# The linear E ⊗ e Jahn–Teller band and Ham quenching: the 3e′ band of cyclopropane

Removing an electron from the doubly degenerate 3e′ orbital of cyclopropane (point group $D_{3h}$) leaves the cation in a $^2E'$ state. Such a state couples to doubly degenerate e′ vibrations (Jahn and Teller, 1937). The photoelectron band becomes double-humped, and the spin-orbit splitting of the lowest levels shrinks. The same model describes E states of trigonal point defects in crystals, where it shapes optical bands and the response to strain.

## Premises

1. The two $E'$ components are far from all other electronic states.
2. One e′ mode is active. It is harmonic, with the same quantum $\hbar\omega$ in the neutral and the cation.
3. The coupling is linear in the displacement.
4. Ionisation is sudden, and its electronic amplitude does not depend on the displacement (Condon approximation).
5. Spin-orbit coupling is small compared with $\hbar\omega$.

The mass-weighted displacement is $\sqrt{\hbar/\omega}\,(x,y)$, with dimensionless $x+iy=\rho e^{i\phi}$. The energy $E$ is binding energy measured from the vertical ionisation energy at the symmetric geometry, so positive $E$ means slower photoelectrons.

## The Hamiltonian

From real components $|a\rangle,|b\rangle$ form $|\pm\rangle=(|a\rangle\pm i|b\rangle)/\sqrt2$, which the rotation $C_3$ multiplies by $\varepsilon^{\pm1}$, with $\varepsilon=e^{2\pi i/3}$. Define $\sigma_+=|+\rangle\langle-|$, $\sigma_-=\sigma_+^\dagger$, $\sigma_x=\sigma_++\sigma_-$ and $\sigma_z=|+\rangle\langle+|-|-\rangle\langle-|$. Under $C_3$, $\sigma_+$ acquires $\varepsilon^2=\varepsilon^{-1}$. Count $\phi$ in the sense for which $\rho e^{-i\phi}$ acquires $\varepsilon$. Then $\rho e^{-i\phi}\sigma_+$ and its adjoint are invariant, while $\rho e^{\pm i\phi}$ times $1$ or $\sigma_z$ is not. A vertical mirror swaps $|+\rangle$ with $|-\rangle$ and sends $\phi\to-\phi$, which makes the coefficient $k$ real. The shift $\phi\to\phi+\pi$ makes it positive. Hence

$$\frac{H}{\hbar\omega}=-\tfrac12\nabla^2+\tfrac12\rho^2+kV,\qquad V=\rho\left(e^{-i\phi}\sigma_++e^{i\phi}\sigma_-\right).\tag{1}$$

**Sheets.** Since $\sigma_\pm^2=0$ and $\sigma_+\sigma_-+\sigma_-\sigma_+=1$, we have $V^2=\rho^2$, and $V$ has eigenvalues $\pm\rho$. The potential sheets are $\hbar\omega(\rho^2/2\pm k\rho)$ and touch in a cone at $\rho=0$. The lower one equals $\hbar\omega[(\rho-k)^2-k^2]/2$, a circular trough at $\rho=k$ of depth

$$E_{JT}=\tfrac12k^2\hbar\omega .$$

**Conserved quantity.** Let $l=-i\,\partial/\partial\phi$ and $J=l+\sigma_z/2$. From $[l,e^{\mp i\phi}]=\mp e^{\mp i\phi}$ and $[\sigma_z/2,\sigma_\pm]=\pm\sigma_\pm$ the two contributions to $[J,V]$ cancel, and the oscillator part commutes with both $l$ and $\sigma_z$. So $J$ is conserved. As $l$ is an integer, $j=l\pm\tfrac12$ is half an odd integer. It is an angular momentum in the vibrational plane plus an electronic pseudospin, and has nothing to do with rotation of the molecule or with real spin. A state of given $j$ has the form

$$\Psi_j=f_+(\rho)\,e^{i(j-1/2)\phi}|+\rangle+f_-(\rho)\,e^{i(j+1/2)\phi}|-\rangle ,\tag{2}$$

with real $f_\pm$. Complex conjugation swaps $|\pm\rangle$ and maps $\Psi_j$ to a state $\Psi_{-j}$ of equal energy, so every level is a doublet.

**Chain form.** With circular quanta $a_\pm=(a_x\mp ia_y)/\sqrt2$ and $x=(a_x+a_x^\dagger)/\sqrt2$, likewise for $y$, one finds $\rho e^{i\phi}=a_+^\dagger+a_-$, $\rho e^{-i\phi}=a_++a_-^\dagger$ and $l=n_+-n_-$. The states $|n_+,n_-;\pm\rangle$ with $j=\tfrac12$ are $|m,m;+\rangle$ and $|m+1,m;-\rangle$. Label them by the total number of quanta, $n=2m$ and $n=2m+1$. The step $2m\to2m+1$ is made by $a_+^\dagger$ and the step $2m+1\to2m+2$ by $a_-^\dagger$, each with element $\sqrt{m+1}$. After subtracting the zero-point energy $\hbar\omega$, the block $h=H/\hbar\omega-1$ is tridiagonal:

$$h_{nn}=n,\qquad h_{n,n+1}=k\sqrt{\lfloor n/2\rfloor+1},\qquad(\sigma_z)_{nn}=(-1)^n.\tag{3}$$

This matrix problem goes back to Longuet-Higgins, Öpik, Pryce and Sack (1958).

## The band

By premise 4, ionisation at 0 K places the neutral's ground vibrational function $\chi_0=\pi^{-1/2}e^{-\rho^2/2}$ on some combination of $|+\rangle$ and $|-\rangle$. These two parts have $j=+\tfrac12$ and $-\tfrac12$, so they reach different eigenstates, do not interfere, and give identical spectra. It is enough to start from $|0\rangle=\chi_0|+\rangle$, the $n=0$ end of the chain. By premise 2 the zero-point energies cancel and the lines lie at $E=\hbar\omega\epsilon_v$, where $\epsilon_v$ are the eigenvalues of $h$. The normalised band in $\epsilon=E/\hbar\omega$ and its Fourier transform, with $t$ in units of $1/\omega$, are

$$P(\epsilon)=\sum_v|\langle v|0\rangle|^2\,\delta(\epsilon-\epsilon_v),\qquad C(t)=\int P(\epsilon)\,e^{-i\epsilon t}d\epsilon=\langle0|e^{-i(N+kV)t}|0\rangle,$$

where $N=n_++n_-$.

### Semiclassical shape

Put $t=\tau/k$, so that the exponent is $-i(V+N/k)\tau$. At fixed $\tau$ and large $k$ the term $N/k$ drops out: the nuclei have no time to move before $C(t)$ decays. Because $V^2=\rho^2$,

$$e^{-ikVt}=\cos(k\rho t)-i\,\frac{V}{\rho}\sin(k\rho t).$$

$V$ has no diagonal element in $|+\rangle$, and the angular integral turns $|\chi_0|^2\rho\,d\rho\,d\phi$ into $2\rho e^{-\rho^2}d\rho$, so

$$C_0(t)=\int_0^\infty2\rho\,e^{-\rho^2}\cos(k\rho t)\,d\rho .$$

Writing the cosine as half the sum of $e^{\mp ik\rho t}$ shows that each $\rho$ contributes weight one half at $\epsilon=+k\rho$ and one half at $\epsilon=-k\rho$, the vertical transitions to the two sheets. Changing variable to $E=\pm\Delta\rho$ gives

$$P_0(E)=\frac{|E|}{\Delta^2}\,e^{-E^2/\Delta^2},\qquad\Delta=k\hbar\omega=\sqrt{2E_{JT}\hbar\omega}.\tag{4}$$

The zero at the centre is a phase-space effect: the probability per unit $\rho$ vanishes at $\rho=0$, the only geometry where the sheets are degenerate. For $E>0$, $dP_0/dE\propto1-2E^2/\Delta^2$, so the maxima lie at $\pm\Delta/\sqrt2$, separated by

$$\delta E=\sqrt2\,k\hbar\omega=2\sqrt{E_{JT}\,\hbar\omega}.\tag{5}$$

The humps are not $2E_{JT}$ apart, and not $4E_{JT}$, which is the gap $2k\rho\,\hbar\omega$ at the trough. Photoemission samples $\rho\approx1$, the zero-point spread of the neutral.

Two extensions follow at the same level. At temperature $T$ the thermal position density of a harmonic oscillator remains Gaussian, with $\langle x^2\rangle=\langle n\rangle+\tfrac12=\tfrac12\coth(\hbar\omega/2k_BT)$, so $\Delta^2$ is multiplied by that hyperbolic cotangent. With several e′ modes the off-diagonal element is $\sum_ik_i\hbar\omega_i(x_i-iy_i)$, a sum of independent isotropic Gaussian variables, so (4) holds with $\Delta^2=\sum_i(k_i\hbar\omega_i)^2$.

### What the frozen-nucleus limit leaves out

The exact moments $M_r=\langle0|h^r|0\rangle$ follow from (3). We have $h|0\rangle=k|1\rangle$ and $h^2|0\rangle=k^2|0\rangle+k|1\rangle+k^2|2\rangle$. Scalar products of these vectors give

$$M_1=0,\qquad M_2=k^2,\qquad M_3=k^2,\qquad M_4=2k^4+k^2 .$$

Equation (4) gives $0$, $k^2$, $0$ and $2k^4$. The centroid and the rms width $\Delta$ are therefore exact at any coupling, but the true band has skewness $M_3/M_2^{3/2}=1/k$, with the tail toward higher binding energy.

The hump positions converge more slowly. The upper sheet is a funnel. Confining the nuclei to a radius $\rho$ costs kinetic energy of order $1/\rho^2$, which balances $k\rho$ at $\rho\sim k^{-1/3}$. The funnel thus supports broadened levels on the scale $k^{2/3}\hbar\omega$, which decay to the lower sheet. The ratio of this scale to the hump position $k\hbar\omega/\sqrt2$ is $\sqrt2\,k^{-1/3}$. Unless that ratio is small, the upper hump is shaped by the first funnel level, and (5) is only an estimate that should be tested against (3).

## Ham quenching

The orbital angular momentum component $L_z$ along the threefold axis transforms as $a_2'$. The product $E'\times E'$ contains $a_2'$ once, and $\sigma_z$, invariant under $C_3$ and odd under the vertical mirrors, is that operator. The components $L_x,L_y$ transform as $e''$, which $E'\times E'$ lacks. Within the $E'$ pair the spin-orbit operator is therefore

$$H_{SO}=A\,\sigma_zS_z,\qquad S_z=\pm\tfrac12,$$

which at the fixed symmetric geometry gives levels $\pm A/2$, split by $|A|$. It commutes with $J$ and couples only levels of the same $j$, whose spacing near the bottom is of order $\hbar\omega$, so first order suffices under premise 5. Normalise (2) by $w_++w_-=1$, with $w_\pm=2\pi\int f_\pm^2\rho\,d\rho$. In the ground doublet $\langle\sigma_z\rangle=\pm p$ for $j=\pm\tfrac12$, where

$$p=w_+-w_- ,$$

and the splitting is $p|A|$. The factor $p$ is a Ham reduction factor (Ham, 1968, for E states).

A strain of e′ symmetry acts through $\sigma_\pm$. With $\Psi_{1/2}=f_+|+\rangle+f_-e^{i\phi}|-\rangle$ and $\Psi_{-1/2}=f_+|-\rangle+f_-e^{-i\phi}|+\rangle$, the element $\langle\Psi_{1/2}|\sigma_+|\Psi_{-1/2}\rangle$ equals $w_+$. The element of $\sigma_-$ contains $\int e^{-2i\phi}d\phi=0$. The strain splitting is thus reduced by $q=w_+=(1+p)/2$, which stays above one half as long as $p$ is positive.

### Weak coupling

Add $\lambda\sigma_z$ to $h$. By the Hellmann–Feynman theorem $p=d\epsilon_0/d\lambda$ at $\lambda=0$. The diagonal elements become $\lambda$, $1-\lambda$, $2+\lambda$, so the denominators from $n=0$ are $D_1=1-2\lambda$ and $D_2=2$. Eliminating the amplitudes $c_1,c_2$ from the eigenvalue equations, with $\eta=\epsilon_0-\lambda$, gives $\eta=-k^2/[D_1-\eta-k^2/(D_2-\eta-\dots)]$. Inserting $\eta\approx-k^2/D_1$ in the bracket and expanding,

$$\epsilon_0=\lambda-\frac{k^2}{D_1}+\frac{k^4}{D_1^3}-\frac{k^4}{D_1^2D_2}+O(k^6).$$

Since $dD_1^{-r}/d\lambda=2r$ at $\lambda=0$, the derivative is $1-2k^2+6k^4-2k^4$. With $s=E_{JT}/\hbar\omega=k^2/2$,

$$p=1-2k^2+4k^4-\dots=1-\frac{4E_{JT}}{\hbar\omega}+16\left(\frac{E_{JT}}{\hbar\omega}\right)^2-\dots\tag{6}$$

The first-order term has a plain meaning. The ground state acquires amplitude $-k$ on $|1,0;-\rangle$, so weight $k^2$ moves from $\sigma_z=+1$ to $\sigma_z=-1$ and $p$ falls by $2k^2$. The form $p=1-4s$ needs $s\ll\tfrac14$. At $s=0.025$ the first-order reduction is 0.10 and the next term is 0.010.

### Strong coupling

Insert (2) in (1) and set $u_\pm=\sqrt\rho\,f_\pm$. The two-dimensional Laplacian gives the centrifugal term $(l^2-\tfrac14)/2\rho^2$, and $l=j\mp\tfrac12$ gives $l^2-\tfrac14=j^2\mp j$. The phase factors in $V$ cancel against those in (2), leaving

$$\frac{H_j}{\hbar\omega}=-\tfrac12\frac{d^2}{d\rho^2}+\frac{j^2}{2\rho^2}+\frac{\rho^2}{2}+k\rho\,\sigma_x-\frac{j}{2\rho^2}\,\sigma_z .\tag{7}$$

Without the last term the lower sheet has $\sigma_x=-1$, so $u_+=-u_-$ and $p=0$. Near the trough the radial function is a Gaussian centred at $\rho=k$ with variance $\tfrac12$, and the levels are $\epsilon\approx-k^2/2-\tfrac12+n_\rho+j^2/2k^2$. The lowest has $|j|=\tfrac12$, and $|j|=\tfrac32$ lies $\hbar\omega/k^2$ above it.

The last term of (7) mixes in the upper sheet. The gap $2k\rho\approx2k^2$ far exceeds the radial quantum, so the electronic vector follows the local matrix $\beta\sigma_x-\alpha\sigma_z$, with $\beta=k\rho$ and $\alpha=j/2\rho^2$. Its lower eigenvector has $\langle\sigma_z\rangle=\alpha/\sqrt{\alpha^2+\beta^2}\approx j/(2k\rho^3)$. Write $\rho=k+\xi$. Then $\rho^{-3}=k^{-3}(1-3\xi/k+6\xi^2/k^2-\dots)$, and $\langle\xi\rangle=0$, $\langle\xi^2\rangle=\tfrac12$ give, for $j=\tfrac12$,

$$p\approx\frac{1}{4k^4}\left(1+\frac{3}{k^2}\right),\qquad\frac{1}{4k^4}=\frac{1}{16}\left(\frac{\hbar\omega}{E_{JT}}\right)^2 .\tag{8}$$

The omitted terms are of relative order $k^{-4}$. Quenching at strong coupling follows a power law, and $q\to\tfrac12$.

## Range of validity

**Band shape.** The centroid and rms width of (4) hold for all $k$ within the premises. The two-hump form is an envelope over lines spaced by about $\hbar\omega$ and needs $k$ well above 1. Equation (5) is quantitative only when $k^{1/3}\gg1$, which molecules do not reach.

**Reduction factor.** Equation (6) needs $E_{JT}\ll\hbar\omega/4$ and (8) needs $k^2\gg3$. Between these limits, diagonalise (3). The double hump and the weak-coupling law thus belong to opposite regimes and never apply to the same state.

**Quadratic coupling.** The term $\tfrac12g\rho^2e^{2i\phi}\sigma_+$ plus its adjoint is also $C_3$ invariant, because $e^{2i\phi}$ acquires $\varepsilon^{-2}=\varepsilon$. It changes $j$ by $\pm3$, so $j$ is then conserved only modulo 3. To first order the off-diagonal modulus becomes $k\rho+\tfrac12g\rho^2\cos3\phi$, which warps the trough into three wells with barriers $gk^2\hbar\omega$. These rival the spacing $\hbar\omega/k^2$ already at $g\sim k^{-4}$, and then (8) and $q=(1+p)/2$ no longer hold. Strong quenching survives, because an adiabatic electronic state is real up to a phase at any geometry and has $\langle\sigma_z\rangle=0$. The envelope is far less sensitive: the cross term averages to zero over $\phi$, and $M_2$ gains only $\tfrac14g^2\langle\rho^4\rangle=g^2/2$.

**Other neglected effects.** Totally symmetric modes convolve the band with a further progression and fill the central dip. Coupling to a neighbouring cation state, in cyclopropane the $E''$ state at higher binding energy, distorts the upper side. With several e′ modes the chain (3) and the formulas for $p$ and $q$ must be replaced by a multimode treatment.

## Illustration: an effective-mode model of the 3e′ band

The strongly coupled e′ modes of cyclopropane are a ring deformation and a CH₂ wag, with approximate quanta of 0.11 and 0.13 eV. We replace them by one mode with $\hbar\omega=0.12$ eV. We take $k=4$, chosen so that the hump spacing from the chain (3) has the size typical of this band, about 0.8 eV. The spacing is therefore no test of the model. For $A$ we assume 4 meV, the approximate size of the carbon 2p spin-orbit parameter. All results below are the model's.

**Static quantities.** $E_{JT}=0.96$ eV and $s=8$. The length unit $\sqrt{\hbar/\omega}$ is 0.19 amu$^{1/2}$ Å, so the trough lies at 0.75 amu$^{1/2}$ Å. The lowest level lies at $E=-1.02$ eV.

**Semiclassical band.** $\Delta=0.48$ eV. The humps lie at $\pm0.34$ eV, or $\pm2.8\,\hbar\omega$, and $\delta E=0.68$ eV, or $5.7\,\hbar\omega$. At 300 K the hyperbolic cotangent is 1.019, which widens the band by 1.0 per cent. Spin-orbit coupling adds $A^2/4$ to the second moment $\Delta^2$, a relative change of $1.7\times10^{-5}$.

**Size of the neglected nuclear motion.** The skewness is 0.25. The funnel scale $k^{2/3}\hbar\omega=0.30$ eV rivals the hump position, so (5) must be tested. Broaden every line by a Lorentzian of half-width $\hbar\omega$, standing in for the totally symmetric modes. The band is then $\pi^{-1}[((\epsilon-h)^2+1)^{-1}]_{00}$, which we evaluate with 50 chain states at integer $\epsilon$, locating each maximum by a parabola through the three nearest points. The humps fall near $-3\,\hbar\omega$ and $+4\,\hbar\omega$, and the lower hump is the taller. The same broadening and procedure applied to (4) gives $\pm2.9\,\hbar\omega$, so the outward shift of the upper hump is dynamical. The spacing is about $7\,\hbar\omega$, or 0.8 eV, larger than (5) by a factor of about 1.2. Inverting (5) on an observed spacing would overestimate $E_{JT}\hbar\omega$ by the square of that factor, about 1.5. The rms width is the safer route, once other sources of broadening are removed from the variance.

**Quenching.** The weak-coupling law would give $1-4s=-31$, which is meaningless. Equation (8) gives $0.98\times10^{-3}$ at leading order and $1.16\times10^{-3}$ with the correction, and diagonalising the chain gives $p=1.2\times10^{-3}$. The model's spin-orbit splitting of the ground doublet falls from 4 meV to about 5 μeV. The first $|j|=\tfrac32$ level lies about 7.5 meV higher, and a quadratic constant of only $g\sim0.004$ produces barriers of that size. For the real cation the model therefore supports the statement that the splitting is quenched far below any photoelectron resolution, but not the particular value of $p$.